## Reaction-diffusion law for neutral atomic hydrogen

Under negative gate bias at elevated temperature the density of interface traps at Si/SiO$_2$ grows as a weak power of time. The reaction-diffusion model, proposed by Jeppson and Svensson in 1977, traces this to a reversible bond-breaking reaction whose net progress is limited by the removal of its product. This section solves the model for the case that the product is neutral atomic hydrogen.

### Premises and conventions

The coordinate $x$ runs from the interface ($x=0$) into the oxide, which ends at the gate at $x=L$. Areal densities are in cm$^{-2}$, the hydrogen concentration $H(x,t)$ in cm$^{-3}$, and $H_0(t)\equiv H(0,t)$.

1. The interface initially carries $N_0$ passivated bonds per area. Each dissociates reversibly, Si–H $\rightleftharpoons$ Si$\cdot$ + H, and each dangling bond counts as one trap in $N_{it}$. The forward constant $k_F$ (s$^{-1}$) contains the dependence on field and hole density and is constant during a stress at fixed bias. The reverse constant $k_R$ has the unit cm$^3$ s$^{-1}$.
2. The released atom is neutral, so it does not drift. It diffuses with a constant coefficient $D$, and is neither lost nor converted to H$_2$.
3. All quantities are averages over the plane of the interface, and the reverse rate is the product of the averages.
4. Hydrogen enters only the oxide, which acts as a half space, and the interface stores no free hydrogen.
5. At $t=0$, $N_{it}=0$ and $H=0$.

Mass action, Fick's law and conservation of hydrogen at the interface give

$$\frac{dN_{it}}{dt}=k_F(N_0-N_{it})-k_RN_{it}H_0,\tag{1}$$

$$\frac{\partial H}{\partial t}=D\frac{\partial^2H}{\partial x^2},\qquad \frac{dN_{it}}{dt}=-D\frac{\partial H}{\partial x}\bigg|_{0},\qquad H(\infty,t)=0.\tag{2}$$

Integrating the diffusion equation over $x$ and then over $t$ gives the equivalent balance $N_{it}=\int_0^\infty H\,dx$: every trap corresponds to one atom in the oxide.

Two approximations reduce (1). If $N_{it}\ll N_0$, the forward rate is the constant $k_FN_0$. If the net rate is a small difference of the forward and reverse rates, the left side drops out. This is interface quasi-equilibrium,

$$N_{it}(t)\,H_0(t)=K,\qquad K\equiv\frac{k_FN_0}{k_R}\quad(\text{cm}^{-5}).\tag{3}$$

Both approximations are tested below against the solution.

### The exponent from scaling

Equations (2) are linear, so if $(N_{it},H)$ solves (2) and (3) for $K$, then $(\lambda N_{it},\lambda H)$ solves them for $\lambda^2K$. A unique solution therefore has $N_{it}\propto K^{1/2}$. Time enters (2) and (3) only as $Dt$, so the only length left is $\sqrt{Dt}$. Since $K^{1/2}$ has the unit cm$^{-5/2}$, a density in cm$^{-2}$ must be a pure number times $K^{1/2}(Dt)^{1/4}$, and (3) gives $H_0\propto t^{-1/4}$. The hydrogen occupies a depth $\sim\sqrt{Dt}$, so $N_{it}\sim H_0\sqrt{Dt}$, while the surface concentration that balances the forward reaction falls as $1/N_{it}$.

### The similarity profile

Put $H=At^{-1/4}f(\eta)$ with $\eta=x/(2\sqrt{Dt})$ and $f(0)=1$. Because $t\,\partial\eta/\partial t=-\eta/2$ and $\partial\eta/\partial x=1/(2\sqrt{Dt})$,

$$t\,\partial_tH=At^{-1/4}\left(-\tfrac14f-\tfrac12\eta f'\right),\qquad Dt\,\partial_x^2H=At^{-1/4}\,\tfrac14f'',$$

and the diffusion equation becomes

$$f''+2\eta f'+f=0.\tag{4}$$

At large $\eta$ one solution balances $2\eta f'+f\approx0$ and falls as $\eta^{-1/2}$. It holds an infinite amount of hydrogen and is excluded. The other decays like a Gaussian and is

$$f(\eta)=\frac{2}{\Gamma(1/4)}\int_0^\infty v^{-1/2}e^{-(v+\eta)^2}dv.\tag{5}$$

To verify this, let $\phi=e^{-(v+\eta)^2}$. Its derivatives in $\eta$ and in $v$ coincide, $\phi'=-2(v+\eta)\phi$, and differentiating again gives $\phi''=-2\phi-2(v+\eta)\phi'$. Hence $\phi''+2\eta\phi'+\phi=-\phi-2v\,\partial_v\phi$. Multiply by $v^{-1/2}$ and integrate over $v$. Integration by parts turns $-2\int v^{1/2}\partial_v\phi\,dv$ into $+\int v^{-1/2}\phi\,dv$ with vanishing boundary terms, and this cancels the first term. The normalisation follows from $\int_0^\infty v^{\nu-1}e^{-v^2}dv=\tfrac12\Gamma(\nu/2)$ at $\nu=1/2$. The same formula at $\nu=3/2$ gives the slope,

$$f'(0)=-\frac{4}{\Gamma(1/4)}\int_0^\infty v^{1/2}e^{-v^2}dv=-\frac{2\,\Gamma(3/4)}{\Gamma(1/4)}.$$

Integrating (4) from $0$ to $\infty$ with $\int2\eta f'd\eta=-2\int f\,d\eta$ gives $\int_0^\infty f\,d\eta=-f'(0)$. The hydrogen balance, with $dx=2\sqrt{Dt}\,d\eta$ and $\Gamma(1/4)=4\,\Gamma(5/4)$, then reads

$$N_{it}=g\,H_0\sqrt{Dt},\qquad g\equiv\frac{\Gamma(3/4)}{\Gamma(5/4)}=\frac{1.2254}{0.9064}=1.3520.\tag{6}$$

Eliminating $H_0=K/N_{it}$ gives $N_{it}^2=gK\sqrt{Dt}$, or

$$\boxed{N_{it}=\left[\frac{\Gamma(3/4)}{\Gamma(5/4)}\right]^{1/2}\left(\frac{k_FN_0}{k_R}\right)^{1/2}(Dt)^{1/4}\equiv Bt^{1/4}}\tag{7}$$

with $g^{1/2}=1.1627$, or 1.16 to the accuracy needed below. Assumed profile shapes keep the exponent and change the number. A triangle of base $\sqrt{Dt}$ replaces $g$ by $1/2$ and gives 0.71. The erfc profile of a constant surface concentration replaces $g$ by $2/\sqrt\pi$ and gives 1.06. The true value is larger because $H_0$ was higher in the past, so more hydrogen lies deep in the oxide for a given present $H_0$. Equation (7) does not contain $L$: at fixed oxide field the trap density is independent of oxide thickness.

### The memory relation

The corrections need the link between $H_0$ and $N_{it}$ for an arbitrary history. The Laplace transform of (2) with $H(x,0)=0$ is $s\hat H=D\hat H''$, with the bounded solution $\hat H=\hat H_0e^{-\kappa x}$, $\kappa=\sqrt{s/D}$. The flux condition with $N_{it}(0)=0$ gives $s\hat N_{it}=D\kappa\hat H_0$. Using $\mathcal L[(\pi t)^{-1/2}]=s^{-1/2}$ and the convolution theorem,

$$\hat H_0=\sqrt{s/D}\,\hat N_{it},\qquad H_0(t)=\frac{1}{\sqrt{\pi D}}\int_0^t\frac{\dot N_{it}(\tau)}{\sqrt{t-\tau}}\,d\tau.\tag{8}$$

With $\mathcal L[t^q]=\Gamma(q+1)s^{-q-1}$ for $q>-1$, a term $t^q$ in $N_{it}$ contributes to $H_0$ the term

$$D^{-1/2}G(q)\,t^{q-1/2},\qquad G(q)=\frac{\Gamma(q+1)}{\Gamma(q+1/2)}.\tag{9}$$

For negative $q$ this applies to the long-time expansion of $N_{it}$, read from the transform at small $s$. If $N_{it}=Bt^q$, the product in (3) varies as $t^{2q-1/2}$, which forces $q=1/4$ and $B^2G(1/4)=K\sqrt D$. Since $G(1/4)=1/g=0.7397$, this is (7) again.

### Apparent activation energy

Let $k_F$, $k_R$ and $D$ be Arrhenius functions with energies $E_F$, $E_R$ and $E_D$, with prefactors and $N_0$ independent of temperature. At fixed time and field,

$$E_A\equiv-\frac{\partial\ln N_{it}}{\partial(1/k_BT)}=\frac{E_F-E_R}{2}+\frac{E_D}{4}.\tag{10}$$

The difference $E_F-E_R$ is the reaction energy under stress, so the barrier height itself cancels, as it must for an equilibrium. The time to reach a fixed $N_{it}$ scales as $B^{-4}$ and has the activation energy $4E_A=2(E_F-E_R)+E_D$. One measured $E_A$ cannot separate the two contributions.

### Corrections from the interface reaction

The exact equation (1) can be written $N_{it}H_0=K(1-\varepsilon)$ with $\varepsilon=N_{it}/N_0+\dot N_{it}/(k_FN_0)$. To first order, evaluate $\varepsilon$ on (7). Each part is a power $\varepsilon\propto t^m$, and it drives $\delta N\propto t^{1/4+m}$. By (9), $\delta H_0/H_0=[G(1/4+m)/G(1/4)]\,\delta N/N_{it}$. Setting $\delta N/N_{it}+\delta H_0/H_0=-\varepsilon$ gives

$$\frac{\delta N}{N_{it}}=-\varepsilon\,\frac{G(1/4)}{G(1/4)+G(1/4+m)}.\tag{11}$$

*Depletion of precursors.* Here $\varepsilon=N_{it}/N_0$, $m=1/4$ and $G(1/2)=\sqrt\pi/2=0.8862$, so $\delta N/N_{it}=-0.455\,N_{it}/N_0$. The local exponent $d\ln N_{it}/d\ln t$ falls to $\tfrac14(1-0.455\,N_{it}/N_0)$.

*Finite reaction rate.* Define $t_r$ by $k_FN_0t_r=Bt_r^{1/4}$, so that $t_r=(B/k_FN_0)^{4/3}$. Then

$$\varepsilon_r=\frac{\dot N_{it}}{k_FN_0}=\frac{N_{it}}{4k_FN_0t}=\frac14\left(\frac{t_r}{t}\right)^{3/4}.\tag{12}$$

Now $m=-3/4$, and $G(-1/2)=0$ because $\Gamma$ has a pole at zero, so $\delta N/N_{it}=-\varepsilon_r$. The early history also excites unforced perturbations $t^q$ with $G(q)=-G(1/4)$. For $q>-1/2$, $G$ is positive. On $-1<q<-1/2$ it rises monotonically from $-\infty$ to $0$, so there is one real root. It is $q=-3/4$, since $\Gamma(1/4)=4\Gamma(5/4)$ and $\Gamma(-1/4)=-4\Gamma(3/4)$. This is the derivative of (7), a shift of the time origin, of relative order $t_r/t$ with a coefficient that the expansion leaves open.

For $t\ll t_r$ the reverse term is negligible and $N_{it}=k_FN_0t$. Then (9) with $G(1)=2/\sqrt\pi$ and $t_r^{3/2}=g\sqrt D/(k_Rk_FN_0)$ gives a ratio of reverse to forward rate of $(2g/\sqrt\pi)(t/t_r)^{3/2}=1.53\,(t/t_r)^{3/2}$. The divergence of $H_0\propto t^{-1/4}$ at $t\to0$ is thus cut off near $t_r$.

### Finite oxide thickness

A gate that reflects hydrogen imposes $\partial_xH=0$ at $L$, so $\hat H=\hat H_0\cosh\kappa(L-x)/\cosh\kappa L$. A gate that absorbs it imposes $H(L)=0$, so $\hat H=\hat H_0\sinh\kappa(L-x)/\sinh\kappa L$. The flux condition gives $\hat N_{it}=(\hat H_0/\kappa)\tanh\kappa L$ and $(\hat H_0/\kappa)\coth\kappa L$. At short times (large $\kappa L$) these are $(\hat H_0/\kappa)(1\mp2e^{-2\kappa L})$. The term $(\hat H_0/\kappa)e^{-2\kappa L}$ is the transform of $\int_{2L}^\infty H\,dx$ in the half space. At a given history $H_0(t)$ the relative change of (6) is therefore $\mp2\Phi(L/\sqrt{Dt})$, where $\Phi(\eta)$ is the fraction of the profile beyond $\eta$. Integrating (5) over $\eta$ and then by parts in $v$,

$$\Phi(\eta)=\frac{2}{\Gamma(3/4)}\int_0^\infty v^{1/2}e^{-(v+\eta)^2}dv.\tag{13}$$

Quadrature gives $2\Phi(2)=0.0055$ and $2\Phi(1)=0.23$. These set the size of the correction, part of which is taken up by the readjustment of $H_0$ under (3). The half space is adequate up to $t_L=L^2/4D$ and fails by $4t_L$.

For $t\gg t_L$ a reflecting gate leaves a uniform profile, $N_{it}=H_0L$, and (3) gives saturation at $\sqrt{KL}$ with activation energy $(E_F-E_R)/2$. An absorbing gate leaves a linear profile, $\dot N_{it}=DH_0/L$, so $N_{it}\dot N_{it}=KD/L$ and $N_{it}\to\sqrt{2KDt/L}$ with activation energy $(E_F-E_R+E_D)/2$. A partly absorbing Al contact lies between these limits.

### Limits on the remaining premises

*Other species.* If hydrogen leaves as H$_2$ in local equilibrium with the atoms, $[\mathrm H_2]_0\propto H_0^2$ and $N_{it}^2[\mathrm H_2]_0$ is constant. With $[\mathrm H_2]_0\propto t^p$ and $N_{it}\propto t^{p+1/2}$ this requires $3p+1=0$, so $N_{it}\propto t^{1/6}$. A positive ion drifting away at speed $u$ gives $\dot N_{it}=uH_0$ and $N_{it}=\sqrt{2Kut}$. Dimerisation at the rate $k_HH^2$ removes $k_HH_0^2\,2\sqrt{Dt}\int f^2d\eta$ atoms per area and time. This is constant in time and, because $f\le1$, below $k_HH_0N_{it}$, so the fraction removed up to $t$ is below $k_HH_0t\propto t^{3/4}$. For diffusion-limited encounters at a capture radius $a$, pairs form at the rate $\tfrac12\,4\pi a(2D)H^2$ and each removes two atoms, so $k_H=8\pi aD$.

*A second half space.* If hydrogen also enters the silicon with diffusivity $D_{\rm Si}$ and segregation ratio $m_s$, the fluxes add and $\sqrt D$ becomes $\sqrt D+m_s\sqrt{D_{\rm Si}}$. The exponent survives and (10) does not.

*Lateral averaging.* The continuum needs $\sqrt{Dt}$ well above the hop length. Premise 3 asks more, because an atom must find an isolated dangling bond. Model the bond as an absorbing hemisphere of radius $a$ on a reflecting plane. The steady profile $H_0(1-a/r)$ carries the flux $2\pi r^2D\,H_0a/r^2$, so with isotropic diffusion the constant that multiplies the averaged $H_0$ obeys $k_R\le2\pi aD$. Writing $k_FN_0=k_RK$ and $K=N_{it}^2/(g\sqrt{Dt})$ in (12),

$$\varepsilon_r=\frac{g\sqrt{Dt}}{4k_RN_{it}t}\ \ge\ \frac{g}{8\pi a\,N_{it}\sqrt{Dt}}.\tag{14}$$

Quasi-equilibrium needs a large product of trap density and diffusion length, whatever the value of $D$.

### Range of validity

Equation (7) holds for $t_r\ll t\lesssim L^2/4D$, with $N_{it}\ll N_0$, $k_HH_0t\ll1$, constant bias and temperature, one value of each rate constant, and a $k_R$ that the geometry of capture allows. It describes interface traps during uninterrupted stress. Hole trapping in the oxide and recovery during measurement delays lie outside it and change a fitted exponent. An exponent near $1/4$ is therefore consistent with the model without proving it.

### Illustration: Si(111)/SiO$_2$, 95 nm oxide, Al gate

Consider an assumed stress at 125 °C (398.15 K) and 5 MV/cm, which is 47.5 V across $L=95$ nm. The typical inputs are $N_0=5\times10^{12}$ cm$^{-2}$ for dangling-bond precursors on oxidised Si(111) and an oxide dielectric constant of 3.9. The assumed inputs are an effective $D=10^{-15}$ cm$^2$/s, $k_F=10^{-3}$ s$^{-1}$, $k_R=2\times10^{-18}$ cm$^3$/s and $a=0.3$ nm. The value of $D$ was chosen to keep the hydrogen inside the oxide for hours, and $k_F/k_R$ was chosen to give traps of the order of $10^{11}$ cm$^{-2}$ after hours of stress, which is typical for such capacitors. The results are the model's.

Then $k_FN_0=5\times10^{9}$ cm$^{-2}$s$^{-1}$, $K=2.5\times10^{27}$ cm$^{-5}$, $B=1.03\times10^{10}$ cm$^{-2}$s$^{-1/4}$, $t_r=2.6$ s and $t_L=2.3\times10^4$ s. The oxide capacitance is $C_{ox}=36.3$ nF/cm$^2$. If every trap carries one positive charge, the largest possible case, the gate voltage shifts negatively by $|\Delta V|=qN_{it}/C_{ox}$.

| $t$ (s) | $\sqrt{Dt}$ (nm) | $N_{it}$ ($10^{10}$ cm$^{-2}$) | $H_0$ ($10^{16}$ cm$^{-3}$) | $\varepsilon_r$ (%) | $0.455N_{it}/N_0$ (%) | $\lvert\Delta V\rvert$ (V) |
|---|---|---|---|---|---|---|
| $10^2$ | 3.2 | 3.3 | 7.6 | 1.6 | 0.30 | 0.14 |
| $10^3$ | 10.0 | 5.8 | 4.3 | 0.29 | 0.53 | 0.26 |
| $10^4$ | 31.6 | 10.3 | 2.4 | 0.05 | 0.94 | 0.46 |

Within the one-dimensional equations the two interface corrections stay at the level of one or two per cent. The dangling bond is amphoteric, with a donor and an acceptor level in the gap. With the Si gap of 1.12 eV at 300 K (compiled value, Wing 2021) the mean density of states after $10^4$ s is $2N_{it}/E_g=1.8\times10^{11}$ cm$^{-2}$eV$^{-1}$. A reflecting gate would stop the growth at $\sqrt{KL}=1.5\times10^{11}$ cm$^{-2}$.

For the temperature dependence assume $E_D=0.50$ eV and $E_F-E_R=0.15$ eV, chosen so that $E_A=0.075+0.125=0.20$ eV, a typical apparent value. Raising the temperature to 150 °C (423.15 K) multiplies $N_{it}$ by 1.41 and shortens the time to a fixed $N_{it}$ by a factor 4.0 ($4E_A=0.80$ eV). It also raises $D$ by a factor 2.4 and lowers $t_L$ to $9.5\times10^3$ s.

Three tests qualify these numbers. First, diffusion-limited dimerisation gives $k_HH_0t=0.18$ at $10^4$ s, an upper bound well above the tabulated corrections. Second, free atomic hydrogen in silica has a typical diffusivity $10^{-4}\exp(-0.18\ \text{eV}/k_BT)$ cm$^2$/s. Extrapolated to 125 °C this is $5\times10^{-7}$ cm$^2$/s, for which $t_L=4\times10^{-5}$ s. Free atoms would cross the oxide long before any reading, so the assumed $D$ can only stand for transport slowed by repeated trapping. Third, the capture limit is $2\pi aD=1.9\times10^{-22}$ cm$^3$/s, and the assumed $k_R$ exceeds it by a factor $1.1\times10^4$. At the limit, (14) gives $\varepsilon_r\ge5.5$ for the last row. Even at $\sqrt{Dt}=L/2$, a value $\varepsilon_r\le0.1$ needs $N_{it}\ge3.8\times10^{12}$ cm$^{-2}$, which is comparable with $N_0$. With isotropic diffusion and an atomic capture radius, quasi-equilibrium, small depletion and a half space cannot hold together in this capacitor. The model's $1.0\times10^{11}$ cm$^{-2}$ at $10^4$ s is an accurate solution of equations (1) and (2), and it applies to the film only if hydrogen spreads much faster along the interface than into the oxide.